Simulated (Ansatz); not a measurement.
# HfH₂: pressure and energy less free atoms against volume per atom

All results are calculated (Ansatz 0.2.0). Periodic Kohn-Sham DFT of a crystal at fixed atoms; pressure and stress are positive in compression; the energy is the free energy less that of spherical unpolarised free atoms; site moments are those in the method's own spheres, positive along +z.

Cell of the first row (space group I4/mmm, No. 139):
```
cell vectors (Å)
  -1.6957     1.6957     2.1014
   1.6957    -1.6957     2.1014
   1.6957     1.6957    -2.1014
atoms (fractions of the cell vectors)
Hf  0.00000  0.00000  0.00000
H   0.25000  0.75000  0.50000
H   0.75000  0.25000  0.50000
```

Settings of every row: method all-electron LAPW; functional LDA; relativity scalar; k mesh 15x15x15; filling fermi-dirac; smearing width 0.03 eV; basis error target 0.5 meV/atom; nucleus gaussian.

Atom start moment: 0 on all atoms.

Limits: no spin-orbit coupling on heavy atoms; the cell comes from a prototype or a list of computed structures and needn't be the stable phase.

```csv
row,volume per atom (Å³),pressure (GPa),energy less free atoms (eV/atom)
1,8.056,5.158,-5.633
2,8.309,-0.212,-5.6368
3,8.566,-4.908,-5.6326
4,8.823,?,?
5,9.08,-12.409,-5.6042
```

Question: what pressure and energy less free atoms should row 4 give?

Worked fit of pressure. Take u = (V_r/V)^(2/3) − 1 with V_r = 8.4375 Å³ an atom, which is twice the finite (Eulerian) strain; such expansions in the strain, on which the Birch-Murnaghan equation of state is built, carry the rest volume and the bulk modulus. The shown rows have u = 0.03133, 0.01028, -0.01003, -0.04775. Least squares give pressure = −2.6468 + 231.388 × u + 564.48 × u² GPa; a straight line predicts inner rows, each left out in turn, worse (root mean square 0.55 against 0.0072 GPa). The rows lie off it by 0.001, -0.004, 0.003, 0.000. The pressure vanishes at u = 0.0111, or V = 8.298 Å³ an atom, and there the bulk modulus at fixed shape and fractions is B = −V dP/dV = (2/3)(1 + u) dP/du = 164 GPa. Letting shape and atoms relax would as a rule lower it, by much in layered, chain or molecular crystals. The withheld row has u = -0.02934, so the fit gives −2.6468 + 231.388 × (-0.02934) + 564.48 × (-0.02934)² = -8.950 GPa.

The calculation gave -8.942 GPa. The fit lies 0.008 GPa (0.046 % of the column's range) below it; its largest miss of a shown row is 0.004 GPa.

Worked fit of energy less free atoms. Take u = (V_r/V)^(2/3) − 1 with V_r = 8.4375 Å³ an atom, which is twice the finite (Eulerian) strain; such expansions in the strain, on which the Birch-Murnaghan equation of state is built, carry the rest volume and the bulk modulus. The shown rows have u = 0.03133, 0.01028, -0.01003, -0.04775. Least squares give energy less free atoms = −5.63564 − 0.2099 × u + 9.395 × u² eV/atom; a straight line predicts inner rows, each left out in turn, worse (root mean square 0.0092 against 1.7e-05 eV/atom). All shown rows lie on it to the printed digit. Its lowest point lies at u = 0.0112, or V = 8.298 Å³ an atom, and the curvature there gives the bulk modulus at fixed shape and fractions, B = (4/9)(1 + u)² E″(u)/V = 165 GPa. Letting shape and atoms relax would as a rule lower it, by much in layered, chain or molecular crystals. The withheld row has u = -0.02934, so the fit gives −5.63564 − 0.2099 × (-0.02934) + 9.395 × (-0.02934)² = -5.6214 eV/atom.

The calculation gave -5.6214 eV/atom. The fit meets it to the printed digit.
